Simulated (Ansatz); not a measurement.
# A series in volume scale on YAu

Free energy against uniform scaling of the volume at fixed shape and fractions; periodic cell, basis, potentials, k mesh and filling as listed. The results are calculated, by Ansatz 0.2.0.

The cell before it is scaled or strained (space group Pm-3m, No. 221):
```
cell vectors (Å)
   3.5708     0.0000     0.0000
   0.0000     3.5708     0.0000
   0.0000     0.0000     3.5708
atoms (fractions of the cell vectors)
Y   0.50000  0.50000  0.50000
Au  0.00000  0.00000  0.00000
```

Settings of every row: functional LDA; dispersion none; potentials PAW; wave cutoff 500 eV; density cutoff 2000 eV; k mesh 8x8x8; k shift 0x0x0; occupations methfessel paxton; smearing width 0.15 eV; spin none.

Limits: coarse k mesh, up to 40 meV an atom off; no spin-orbit coupling, which can matter with elements this heavy.

```
row  volume scale  V (Å³/atom)  energy above lowest point (meV/atom)
  1        0.9406       21.413                                     0
  2        0.9703       22.089                                   2.1
  3             1       22.765                                  16.4
  4        1.0297       23.441                                     ?
  5        1.0594       24.117                                  74.3
```

Question: what energy above lowest point should row 4 give?

Worked fit of energy above lowest point. Take u = (V_r/V)^(2/3) − 1 with V_r = 22.427 Å³ an atom, which is twice the finite (Eulerian) strain; such expansions in the strain, on which the Birch-Murnaghan equation of state is built, carry the rest volume and the bulk modulus. The shown rows have u = 0.03133, 0.01018, -0.00992, -0.04728. Least squares give energy above lowest point = 7.86 − 711.4 × u + 14677 × u² meV/atom; a straight line predicts inner rows, each left out in turn, worse (root mean square 14 against 0.089 meV/atom). All shown rows lie on it to the printed digit. Its lowest point lies at u = 0.0242, or V = 21.64 Å³ an atom, and the curvature there gives the bulk modulus at fixed shape and fractions, B = (4/9)(1 + u)² E″(u)/V = 101 GPa. The withheld row has u = -0.02905, so the fit gives 7.86 − 711.4 × (-0.02905) + 14677 × (-0.02905)² = 40.9 meV/atom.

The calculation gave 41 meV/atom. The fit lies 0.1 meV/atom (0.13 % of the column's range) below it, one unit of the last digit.
